Titanium nitride, the hard golden coating on cutting tools, is squeezed or stretched evenly in all directions. The table gives the computed energy per atom above the minimum and the pressure for five volumes; a negative pressure means that the crystal is being pulled apart. Only the resting cell was relaxed, and the other four are single calculations on the scaled cell. That is enough, since the cubic symmetry fixes both the shape and the places of the atoms. The task is to find a rule that gives such values with pencil and paper.

Rocksalt TiN at five volumes, computed with Ansatz 0.2.0 (plane-wave PAW, scalar-relativistic, r2SCAN functional, no spin polarisation). The two-atom cell has a cutoff of 500 eV, a Gamma-centred 18×18×18 k mesh and Gaussian smearing of 0.1 eV. Energies are extrapolated to zero smearing and count from the minimum of a third-order Birch-Murnaghan fit.

```
volume per atom (Å³/atom)  energy over minimum (meV/atom)  pressure (GPa)
                    8.909                            34.9           20.82
                    9.193                             8.2            9.60
                    9.478                             0.0            0.00
                    9.762                             7.5           -8.21
                   10.046                            28.5          -15.23
```

(a) Compare the energy cost of a 6 % squeeze with that of a 6 % stretch. What does the difference tell about the bonds?

Solution. The squeeze costs 34.9 meV per atom and the stretch 28.5, so the squeeze is about 22 % dearer. At the resting volume two tendencies balance. Titanium and nitrogen attract each other through transferred charge and shared electrons, and they repel each other where their filled shells overlap. Electrons of filled shells can't occupy the same states, so pushing them together raises their kinetic energy.

The two tendencies depend on distance in different ways. The repulsion comes from the tails of the electron clouds, which fade roughly exponentially, so it climbs steeply when the atoms approach. The attraction changes more gently. A shortened bond therefore resists further shortening more strongly, while a lengthened bond becomes softer. This is the standard picture of cohesion in solids; the calculation doesn't split its energy into these two parts.

The stiffening of the crystal as a whole can be read from the table. The bulk modulus is the pressure needed per relative loss of volume. Between the two smallest volumes it is about 358 GPa, between the two largest about 245 GPa, and it falls at each step between. Over the whole range it changes by about 4 GPa for each GPa of pressure, a common value among solids.

Could geometry alone explain the difference? A given loss of volume shortens the bonds slightly more than an equal gain lengthens them, so even springs of constant stiffness would make the squeeze dearer. An energy that is a parabola in bond length describes such springs, and for exactly 6 % either way it makes the squeeze only about 8 % dearer (the printed ratio of 1.087 comes out a little higher because the volumes are rounded). Such springs would raise the bulk modulus by just 1 GPa per GPa, not 4. Most of the difference thus needs bonds that stiffen as they shorten.

(b) Turn this picture into a rule, and work it for the smallest and the largest volume.

Solution. Let x be the change of volume in percent, negative for a squeeze, and B the bulk modulus at the resting volume. For tiny changes the pressure P is a straight line, −B x/100. The stiffening bends this line. Let the bulk modulus rise by 4 GPa per GPa of pressure, and remember that it always refers to the current volume, not to the resting one. The first effect contributes 4 and the second 1 to the bending, which gives, to second order,

P = −(B/100) · x · (1 − x/40)

The energy E is the work done against this pressure. Adding up that work from the resting volume V₀ gives

E = c · x² · (1 − x/60), with c = B V₀ / (2 · 100²)

The brackets carry the bending, most of which comes from the stiffening; without them the rule would treat squeeze and stretch alike.

Besides the resting volume, only B has to be taken from the table. The two inner rows, about 3 % either side of the minimum, differ in pressure by 9.60 + 8.21 = 17.81 GPa over 6.0 % of volume. That is 2.97 GPa per percent, or B = 297 GPa. With V₀ = 9.478 Å³ and 1 eV/Å³ = 160.2 GPa, c becomes 0.878 meV per atom and percent squared.

The smallest volume has x = −6.0:

E = 0.878 × 36 × 1.10 = 34.8 meV per atom
P = 2.97 × 6.0 × 1.15 = 20.5 GPa

The largest volume has x = +6.0:

E = 0.878 × 36 × 0.90 = 28.4 meV per atom
P = −2.97 × 6.0 × 0.85 = −15.1 GPa

The table has 34.9 and 28.5 meV per atom, and 20.82 and −15.23 GPa. Neither worked row was used to find B. The 4 is the customary value, but part (a) had already shown that it suits this table, outer rows included.

(c) How accurate is the rule over the table, and how far may it be carried?

Solution. Every energy is met within 0.2 meV per atom and every pressure within about 0.33 GPa. Relative to the computed values, no miss exceeds 2 %. If the brackets are dropped, the misses grow to about 3.3 meV per atom and 3.0 GPa. At a volume change of 6 %, then, the bending already matters for any estimate meant to be better than rough. The printed analysis after this text lists the comparison row by row.

This agreement has a limited meaning. Energy and pressure in one calculation are tied together, since pressure is minus the slope of energy against volume. A stiffness taken from pressures must therefore give sensible energies. What the comparison tests is the shape of the rule, with its customary 4, and not whether the density functional describes real titanium nitride correctly.

The rule weakens as the squeeze deepens, because the bracket holds only the first correction to the straight line, and the corrections left out grow faster with x. The pressure at the smallest volume already comes out slightly low. The second-order Birch-Murnaghan equation, a longer formula with the same B and the same 4, suggests how this continues: the short rule falls 4 % below it at a 10 % squeeze and 14 % below it at 20 %. This compares two formulas, as the table ends at 6 %.

On the stretched side the first term left out weighs about as much, so beyond the table the rule is expected to give too little tension. Further out it fails in a more misleading way. Its tension reaches a peak at x = 20 and then declines, as if the crystal were giving way. A real crystal has a largest tension too, but the place and height of this peak come from cutting off the expansion after its second term, so it must not be read as a breaking strength.

The conditions of the calculation set further bounds. The atoms are at rest at zero temperature, so for a hot part both the resting volume and B would have to be replaced by values for that temperature. The strain is equal in all directions; a coating stretched only along its substrate also changes shape, and B alone doesn't govern that cost. Magnetism was excluded from the start, which suits titanium nitride, known as a non-magnetic metal.

For a neighbouring compound the two ingredients can be judged separately. The product of bulk modulus and resting volume per atom sets the size of the energy cost, so a stiffer crystal with the same volume per atom pays more for the same percentage change. The stiffening sets how much dearer the squeeze is than the stretch. If it is again near 4, that ratio will be much the same in a soft crystal as in a hard one.

The analysis program printed:

```
bulk modulus from the two inner pressures, GPa: 296.7
pressure per percent of volume, GPa: 2.967
energy constant c, meV/atom per percent squared: 0.8776
rise of stiffness per rise of pressure, end to end, GPa per GPa: 4.187
stiffness:
     row  volume change in percent  stiffness between this row and the one before in GPa
   8.909                    -6.003                                                   n/a
   9.193                    -3.007                                                 357.5
   9.478                         0                                                 314.4
   9.762                     2.996                                                 278.1
  10.046                     5.993                                                 244.8
energy in meV/atom:
     row  plain square  factor   rule  computed      miss
   8.909         31.63     1.1  34.79      34.9   -0.1056
   9.193         7.935    1.05  8.333       8.2    0.1329
   9.478             0       1      0         0         0
   9.762          7.88  0.9501  7.486       7.5  -0.01387
  10.046         31.52  0.9001  28.37      28.5   -0.1295
pressure in GPa:
     row  straight line  factor    rule  computed       miss
   8.909          17.81    1.15   20.49     20.82    -0.3343
   9.193          8.922   1.075   9.593       9.6  -0.007462
   9.478              0       1       0         0          0
   9.762         -8.891  0.9251  -8.225     -8.21   -0.01455
  10.046         -17.78  0.8502  -15.12    -15.23     0.1129
largest energy miss of the rule, percent: 1.621
largest pressure miss of the rule, percent: 1.605
largest energy miss of the plain parabola in volume, meV/atom: 3.27
largest energy miss of the parabola in bond length, meV/atom: 1.947
largest pressure miss of the straight line, GPa: 3.008
computed energy cost, 6 % squeeze over 6 % stretch, ratio: 1.225
same ratio from the rule: 1.226
same ratio from the parabola in bond length: 1.087
short rule against longer formula, pressure at 10 % squeeze, percent: -3.921
short rule against longer formula, pressure at 20 % squeeze, percent: -14.04
```
